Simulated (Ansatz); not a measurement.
# Abstraction of Cl: C3H5Cl + C2HF2 → C3H5 + C2HClF2

Species: C3H5Cl (2-chloropropene) `C=C(C)Cl`, singlet; C2HF2 `[CH]=C(F)F`, doublet; C3H5 `C=[C]C`, doublet; C2HClF2 `FC(F)=CCl`, singlet. A radical takes Cl: the energy is the difference in strength between two C–Cl bonds in different surroundings.

Shapes, held fixed at every level: PBE0-D4/def2-TZVP. Programs: Ansatz 0.2.0. The zero-point and thermal change to 298 K, harmonic and unscaled (PBE0-D4/def2-TZVP), is -0.7 kJ/mol.

(1) Estimate ΔH(298 K) of this reaction.

Answers

(1) B2PLYP/def2-TZVPP gives ΔH(298 K) = -8.1 kJ/mol; the levels span -11.6 to -4.8. The median of the levels is -8.8. No measured value is set beside it here. Spin contamination: C2HF2 (⟨S²⟩ up to 0.90), C3H5 (⟨S²⟩ up to 0.91). Open shells run unrestricted unless RO is named. Times are processor times on shared x86 and Arm servers, and rough.

```tsv
level	kind	ΔH(298 K) (kJ/mol)	CPU time (sum over the molecules)
HF/def2-TZVPP	Hartree–Fock	-4.8	–
PBE-D4/def2-TZVPP	GGA	-11.6	21 s
B3LYP-D4/def2-TZVPP	global hybrid	-9.3	33 s
PBE0-D4/def2-TZVPP	global hybrid	-10.3	23 s
wB97M-V/def2-TZVPP	range-separated hybrid	-6.8	73 s
wB97X-V/def2-TZVPP	range-separated hybrid	-8.8	56 s
B2PLYP/def2-TZVPP	double hybrid	-8.1	39 s
```

Every level makes the chlorine transfer mildly exothermic, so the C–Cl bond formed in 1-chloro-2,2-difluoroethene is slightly stronger than the one broken in 2-chloropropene. The difference is small because both bonds join chlorine to an sp² carbon, and both radicals keep the unpaired electron largely in an in-plane σ orbital, where the π bond can delocalise it little. What remains probably reflects substitution: the methyl group on the radical centre stabilises 2-propenyl by hyperconjugation, while difluorovinyl has only hydrogen there. Methyl also stabilises the parent chloride, which offsets part of this gain, and the fluorines on the neighbouring carbon may shift the balance further.

The like-for-like exchange also explains why even Hartree–Fock, which describes single C–Cl bond strengths poorly for lack of correlation, gives the same sign at -4.8 kJ/mol. The direction of the enthalpy change is thus better supported than its exact size. A favourable reaction enthalpy says nothing about the barrier to chlorine transfer, or whether addition to the double bond would be faster.
